**Minimal coupling behind the axial current law, and what the anomalous moment does to helicity flip**

Conventions: metric $(+,-,-,-)$, Dirac representation, $\gamma^5=i\gamma^0\gamma^1\gamma^2\gamma^3$, $\sigma^{\mu\nu}=\tfrac i2[\gamma^\mu,\gamma^\nu]$, $A^\mu=(\phi/c,\mathbf A)$, $q=-e$, $\beta=v/c$, Lorentz factor $\gamma$.

**Where it enters.** I write the wave equation as $i\hbar\gamma^\mu\partial_\mu\psi=(q\gamma^\mu A_\mu+M)\psi$, with adjoint $i\hbar\,\partial_\mu\bar\psi\gamma^\mu=-\bar\psi(q\gamma^\mu A_\mu+M)$. Then
$$i\hbar\,\partial_\mu(\bar\psi\gamma^\mu\gamma^5\psi)=-\bar\psi\{q\gamma^\mu A_\mu+M,\gamma^5\}\psi .$$
The potential drops out because $\{\gamma^\mu,\gamma^5\}=0$, and $M=mc$ gives $2i(mc/\hbar)\bar\psi\gamma^5\psi$ for the divergence. The assumption is that the field enters only through $\gamma^\mu A_\mu$, which means $g=2$. The anomaly of the quantised theory is proportional to $\mathbf E\cdot\mathbf B$ and vanishes for the electrostatic external field.

**Dropping it.** I add a Pauli term, $M=mc+\kappa\sigma^{\mu\nu}F_{\mu\nu}$ with $\kappa=aq\hbar/4mc$. It contributes $-a(q\hbar/2m)\gamma^0\boldsymbol\Sigma\cdot\mathbf B$ to the energy, so $g=2(1+a)$. Since $\sigma^{\mu\nu}$ commutes with $\gamma^5$, it breaks $\psi\to e^{i\eta\gamma^5}\psi$ as the mass does:
$$\hbar\,\partial_\mu(\bar\psi\gamma^\mu\gamma^5\psi)=2i\,\bar\psi\,(mc+\kappa\sigma^{\mu\nu}F_{\mu\nu})\gamma^5\psi .$$
Free spinors are untouched. With total energy $E$ and helicity $\lambda=\pm\tfrac12$, $u=(\sqrt{E+mc^2}\,\chi_\lambda,\;2\lambda\sqrt{E-mc^2}\,\chi_\lambda)$, so $u^\dagger\gamma^5u/u^\dagger u=2\lambda\beta$ and the wrong-chirality weight stays $(1-\beta)/2$.

**Born amplitude.** For $A_\mu\propto e^{-ik\cdot x/\hbar}$ with $k=p'-p$, the vertex is $\Gamma^\mu=\gamma^\mu+a\,i\sigma^{\mu\nu}k_\nu/2mc$. The Gordon identity turns its time component into $\Gamma^0=(1+a)\gamma^0-a\gamma\,\mathbb 1$. The spinors give $\bar u'\gamma^0u=2E$ and $\bar u'u=2mc^2$ without flip, times $\cos(\theta/2)$, and the two values exchanged with flip, times $\pm\sin(\theta/2)$. Hence
$$\text{non-flip: }2E\cos\tfrac\theta2,\qquad \text{flip: }\pm2mc^2\,[1-a(\gamma^2-1)]\sin\tfrac\theta2 .$$
The Pauli term feeds only the flip channel and opposes the mass term. The transform of $\phi$, screened or not, cancels in the ratio
$$R=\frac{\tan(\theta/2)}{\gamma}(1+\delta),\qquad \delta=-a(\gamma^2-1).$$
In QED $a$ is the zero-transfer limit of a form factor. I take the one-loop expression as given, with $\tau=|\mathbf k|^2/m^2c^2=4(\gamma^2-1)\sin^2(\theta/2)$:
$$F_2=\frac{\alpha}{2\pi}\int_0^1\frac{d\xi}{1+\tau\xi(1-\xi)} ,$$
with Schwinger's (1948) $a=\alpha/2\pi$ at $\tau=0$. The other order-$\alpha$ factors ($F_1$, vacuum polarisation, soft photons) multiply both channels alike and cancel in $R$. At large $\tau$ the integral falls as $(2/\tau)\ln\tau$, so the growth of $\delta$ as $\gamma^2$ stops and $R$ still vanishes as $\gamma\to\infty$ at fixed $\theta<\pi$.

**Size for carbon.** I treat $^{12}$C as a fixed spinless charge, $Z=6$. With $mc^2=511.0$ keV and 100 keV kinetic energy, $\gamma=1.1957$, $\beta=0.548$, $\gamma^2-1=0.430$, and the wrong-chirality weight is $0.226$. At $\theta=90^\circ$ minimal coupling gives $R=0.836$ and a flip probability $P=R^2/(1+R^2)=0.412$. Constant $a=1.16\times10^{-3}$ gives $\delta=-5.0\times10^{-4}$. With $\tau=0.859$ the integral is $0.878$, $F_2=1.02\times10^{-3}$, and $\delta=-4.4\times10^{-4}$. The probability shifts by $2P(1-P)\delta=-2.1\times10^{-4}$.

**What competes.** Recoil, of order $p/M_{\rm C}c=3.0\times10^{-5}$ for $M_{\rm C}\approx12$ u, is smaller. The second Born term is larger. Its vertex is $\gamma^0(\gamma^\mu l_\mu+mc)\gamma^0$ with intermediate momentum $l$. Let $I$ be the scalar integral over $\mathbf l$, and $J(\mathbf p+\mathbf p')/2$ the integral weighted with $\mathbf l$. On-shell the vertex becomes $\gamma^0(E/c)(I+J)+mc(I-J)$. Relative to first Born, this is $2(E/c)I$ in the flip channel and $2(E/c)I-(E/c)\beta^2(I-J)$ in the non-flip channel. For a point charge $I$ supplies only the common Coulomb phase. The McKinley–Feshbach (1948) term, which for electrons adds $\pi Z\alpha\beta\,s(1-s)$ to $1-\beta^2s^2$ with $s=\sin(\theta/2)$, therefore belongs wholly to the non-flip part $1-s^2$. It changes $|R|$ by
$$-\frac{\pi Z\alpha\beta\,s}{2(1+s)}=-1.6\times10^{-2},$$
about 36 times $\delta$ and of the same sign. The flip modulus itself first changes at order $(Z\alpha)^2=1.9\times10^{-3}$, which also exceeds $|\delta|$. For carbon at this energy the third figure of $R$ is set by the Born truncation, and minimal coupling fails only in the fourth.